In a compound such as LaP the bands spread over electronvolts, but tenths of an electronvolt decide whether it conducts like a metal or has a gap. The questions below use computed Kohn–Sham levels, counted in energy from the Fermi level, at several wave vectors $k$. Gamma is $k=0$, where the orbitals on all equivalent atoms are in phase. L and X are points on the zone boundary, and $|k|$ is the distance from Gamma.

Kohn–Sham levels of rocksalt LaP relative to the Fermi level, with degenerate levels repeated (n/a: deeper bands, not listed). Computed with Ansatz 0.2.0: plane-wave PAW, PBEsol, scalar-relativistic, no spin polarization. Plane-wave cutoff 420 eV, Gaussian smearing 0.05 eV, 10 × 10 × 10 k mesh, relaxed cell (26.71 Å³ per atom).

```tsv
k-point	k in reciprocal vectors	∣k∣ (1/Å)	level 4 below (eV)	level 3 below (eV)	level 2 below (eV)	level 1 below (eV)	level 1 above (eV)	level 2 above (eV)	level 3 above (eV)
Gamma	0 0 0	0.000	n/a	n/a	n/a	-9.17	0.14	0.14	0.14
L	0.5 0.5 0.5	0.910	-7.57	-3.10	-1.68	-1.68	2.55	2.86	2.86
X	0.5 0 0.5	1.051	-0.81	-0.17	-0.05	-0.05	3.02	3.06	3.14
U	0.625 0.25 0.625	1.115	-8.38	-1.59	-0.93	-0.89	1.37	2.92	2.93
K	0.375 0.375 0.75	1.115	-8.38	-1.59	-0.93	-0.89	1.37	2.92	2.93
W	0.5 0.25 0.75	1.175	-8.35	-1.67	-0.94	-0.94	2.26	2.26	3.09
midway	0.25 0.25 0.25	0.455	-8.40	-1.75	-1.01	-1.01	1.93	2.46	2.46
midway	0.25 0 0.25	0.525	-8.53	-1.99	-0.20	-0.20	0.55	2.90	2.90
midway	0.188 0.188 0.375	0.557	-8.23	-2.17	-1.36	-0.71	2.08	2.36	2.86
midway	0.5 0.375 0.625	0.983	-7.98	-2.42	-1.34	-1.26	2.38	2.57	2.95
midway	0.562 0.125 0.562	1.067	-8.67	-0.84	-0.79	-0.33	0.53	3.00	3.03
midway	0.5 0.125 0.625	1.083	-8.58	-0.95	-0.87	-0.74	1.00	2.91	3.05
```

**Question 1.** At Gamma the first level below the Fermi level lies more than 9 eV under the first one above. Is LaP an insulator?

No. Three valence electrons of La and five of P fill, on average, four levels at each wave vector: one P 3s and three P 3p. At Gamma the three 3p levels lie at 0.14 eV and are empty, so the wide interval separates 3s from 3p, not filled bands from empty ones. At X the table lists four levels below the Fermi level, and 3s lies deeper still, so five are filled, one more than the average. The extra one is the level at −0.17 eV, as Question 2 will show. The top of 3p at Gamma is thus 0.31 eV above a filled level at X, and the calculation describes a semimetal, with a few holes near Gamma and a few electrons near X.

*Remark.* A gap has to be sought over the whole zone. Counting filled levels point by point shows whether a band has crossed the Fermi level.

**Question 2.** Halfway from Gamma to X the first level above lies at 0.55 eV, and at X at 3.02 eV. Which band rises so steeply?

None does. A La 5d level starts at 1.78 eV at Gamma in the same calculation, passes 0.55 eV halfway and reaches −0.17 eV at X. There it counts among the levels below, and the next band takes its place in the column. The extra filled level of Question 1 is therefore La 5d.

**Question 3.** The 5d band meets the 3p band near X. To see what places the P levels, take the simpler 3s band first. X is farther from Gamma than L, yet 3s is highest at L. Which simple pictures does this exclude?

Free electrons would rise by 3.2 eV from Gamma to L and by 4.2 eV to X. The computed rises are 1.6 and 0.4 eV, in the opposite order. Hopping between neighbouring P atoms alone also fails. At L half of the twelve neighbours are in phase and half out of phase, so their effects cancel, and L would have to lie between Gamma and X.

**Question 4.** Which path for the electron repairs the picture?

The path leads straight across a La atom to the next P atom. At Gamma and at X the 3s orbitals on opposite sides of La have equal signs, so their combination is even about La. It can mix with empty, even La orbitals higher in energy (6s at Gamma, 6s and 5d at X), which push it down. At L the signs are opposite and the combination is odd. It then mixes with the filled La 5p shell below, which pushes it up.

In the simplest form the level is

$$E = E_0 + V_1 S_1 + V_2 S_2 ,$$

where $S_1$ adds the phase factors $\cos(\mathbf{k}\cdot\mathbf{R})$ of the twelve nearest P atoms at positions $\mathbf{R}$, and $S_2$ those of the six next ones, across La. The three constants were fitted to the 3s level at all points of the table except X and K, which is equivalent to U. They are $E_0=-8.236$, $V_1=-0.0235$ and $V_2=-0.109$ eV.

X can now be worked out by hand. Four nearest neighbours are in phase and eight out of phase, so $S_1=-4$; all six next ones are in phase, so $S_2=6$:

$$E_X = -8.236 + 0.094 - 0.654 = -8.80\ \text{eV}.$$

The calculation gives −8.79 eV for this level, the fifth below the Fermi level at X. The typical misfit at the fitted points is also about 0.01 eV, and the path across La supplies about four fifths of the rise from Gamma to L. The full output follows this text.

*Remark.* The numbers show that the second path matters. That the La shells named above cause it is an argument from symmetry.

**Question 5.** Guess, before looking, where the 3p levels are lowest.

They are lowest at L, the reverse of 3s. A p orbital changes sign from one lobe to the other, which swaps even and odd. At Gamma and X the 3p combinations are odd about La and cannot mix with 5d. At L they are even, and the empty 5d levels push them down. The mean of the three 3p levels is 0.14 eV at Gamma, −0.30 eV at X and −2.15 eV at L.

The same formula, fitted to the 3p mean at all points but K, gives $V_2$ the opposite sign, as the argument demands. It is coarser, with a typical misfit of 0.09 eV and the largest, 0.15 eV, at X. A likely reason is that it treats mixing as a small correction, while the 5d levels are close to 3p: at Gamma they begin only 1.64 eV higher.

*Remark.* This answers Question 1 at a deeper level. Symmetry keeps 3p high at Gamma and X, and X is where the 5d band comes down to meet it.

**Question 6.** At X the 5d level lies 0.12 eV below the upper 3p pair, an inverted order. Would you trust it?

Only with caution. The levels are printed to 0.01 eV, but that describes the arithmetic, not the physics. The PAW datasets were made for PBE, not for PBEsol, which adds an error that was not tested here. Semilocal functionals such as PBEsol tend to place rare-earth 5d bands too low against the p bands of the partner, often by some tenths of an electronvolt.

Suppose a better method raised all 5d levels by the same amount. At X they do not mix with 3p, so the two sets would simply slide past each other. A shift of 0.12 eV would restore the normal order there, and one of 0.31 eV would remove the overlap between Gamma and X. The inversion is thus the first result to fall and the semimetal the second, whereas the drop of 3p by about 2 eV towards L is far larger than such an error.

**Question 7.** What would change if spin–orbit coupling were switched on?

The threefold 3p level at Gamma would split only slightly, by something like 0.1 eV as a rough estimate, since P is a light atom. More delicate is the point about five sixths of the way from Gamma to X where the 5d level crosses the 3p pair. Without the coupling their different symmetry lets them cross; with it, a gap can open between states that had been kept apart. The topology of the bands then depends on which level is lower at X, and Question 6 has shown how uncertain that order is.

The analysis program printed:

```
fit of es on 10 rows (intable > 0): constant -8.236 +/- 0.0046, coefficient of near -0.02348 +/- 0.00085, coefficient of far -0.1092 +/- 0.0013; rms 0.0115, worst midway 0.0229, leave-one-out rms 0.0161
  rows outside the fit (model, value, miss): X -8.797, -8.79, -0.00731; K -8.369, -8.38, 0.0114
fit of ep on 11 rows (once > 0): constant -1.307 +/- 0.036, coefficient of near 0.0325 +/- 0.0063, coefficient of far 0.1644 +/- 0.0092; rms 0.0911, worst X -0.147, leave-one-out rms 0.152
  rows outside the fit (model, value, miss): K -1.097, -1.137, 0.04
P 3s, part of the rise Gamma to L from nearest P atoms (eV): 0.2818
P 3s, part of the rise Gamma to L from next P atoms across La (eV): 1.31
P 3s, computed rise Gamma to L (eV): 1.6
P 3s, computed rise Gamma to X (eV): 0.38
free-electron rise Gamma to L (eV): 3.155
free-electron rise Gamma to X (eV): 4.209
P 3s at L if only nearest P atoms counted, from Gamma and X (eV): -8.885
mean P 3p level at Gamma (eV): 0.14
mean P 3p level at X (eV): -0.3033
mean P 3p level at L (eV): -2.153
overlap, p top at Gamma less d level at X (eV): 0.31
inversion at X, p doublet less d singlet (eV): 0.12
jump of level 1 above, midway Gamma-X to X (eV): 2.47
d triplet less p triplet at Gamma (eV): 1.64
fall of the d singlet from Gamma to X (eV): 1.95
p-d crossing, fraction of the way from Gamma to X: 0.8366
direct distance at L, level 1 above less level 1 below (eV): 4.23
```
